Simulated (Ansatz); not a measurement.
NbCd3: the change of energy above lowest point with volume scale

All results are calculated (Ansatz 0.2.0). Free energy against uniform scaling of the volume at fixed shape and fractions; periodic cell, basis, potentials, k mesh and filling as listed.

The cell before it is scaled or strained (space group Pm-3m, No. 221):
```
CELL_PARAMETERS angstrom
4.21500 0.00000 0.00000
0.00000 4.21500 0.00000
0.00000 0.00000 4.21500
ATOMIC_POSITIONS crystal
Nb 0.00000 0.00000 0.00000
Cd 0.00000 0.50000 0.50000
Cd 0.50000 0.00000 0.50000
Cd 0.50000 0.50000 0.00000
```

Settings of every row: functional PBE; dispersion none; potentials PAW; wave cutoff 462.59 eV; density cutoff 1850.4 eV; k mesh 6x6x6; k shift 0x0x0; occupations methfessel paxton; smearing width 0.15 eV; spin none.

Limits: coarse k mesh, up to 40 meV an atom off.

```csv
row,volume scale,V (Å³/atom),energy above lowest point (meV/atom)
1,0.9,16.849,202.5
2,0.925,17.317,138.6
3,0.95,17.785,89.2
4,0.975,18.253,?
5,1,18.721,26.3
6,1.025,19.189,9.7
7,1.05,19.657,1.3
8,1.075,20.125,0
9,1.1,20.593,4.9
```

Question: what energy above lowest point should row 4 give?

Worked fit of energy above lowest point. Take u = (V_r/V)^(2/3) − 1 with V_r = 18.955 Å³ an atom, which is twice the finite (Eulerian) strain; such expansions in the strain, on which the Birch-Murnaghan equation of state is built, carry the rest volume and the bulk modulus. The shown rows have u = 0.08168, 0.0621, 0.04339, 0.00832, -0.00815, -0.02395, -0.03914, -0.05376. Least squares give energy above lowest point = 16.9 + 1005 × u + 14927 × u² + 7198 × u³ meV/atom; a parabola predicts inner rows, each left out in turn, worse (root mean square 0.55 against 0.0032 meV/atom). All shown rows lie on it to the printed digit. Its lowest point lies at u = -0.0345, or V = 19.98 Å³ an atom, and the curvature there gives the bulk modulus at fixed shape and fractions, B = (4/9)(1 + u)² E″(u)/V = 94.2 GPa. The withheld row has u = 0.02548, so the fit gives 16.9 + 1005 × (0.02548) + 14927 × (0.02548)² + 7198 × (0.02548)³ = 52.3 meV/atom.

The calculation gave 52.3 meV/atom. The fit meets it to the printed digit.
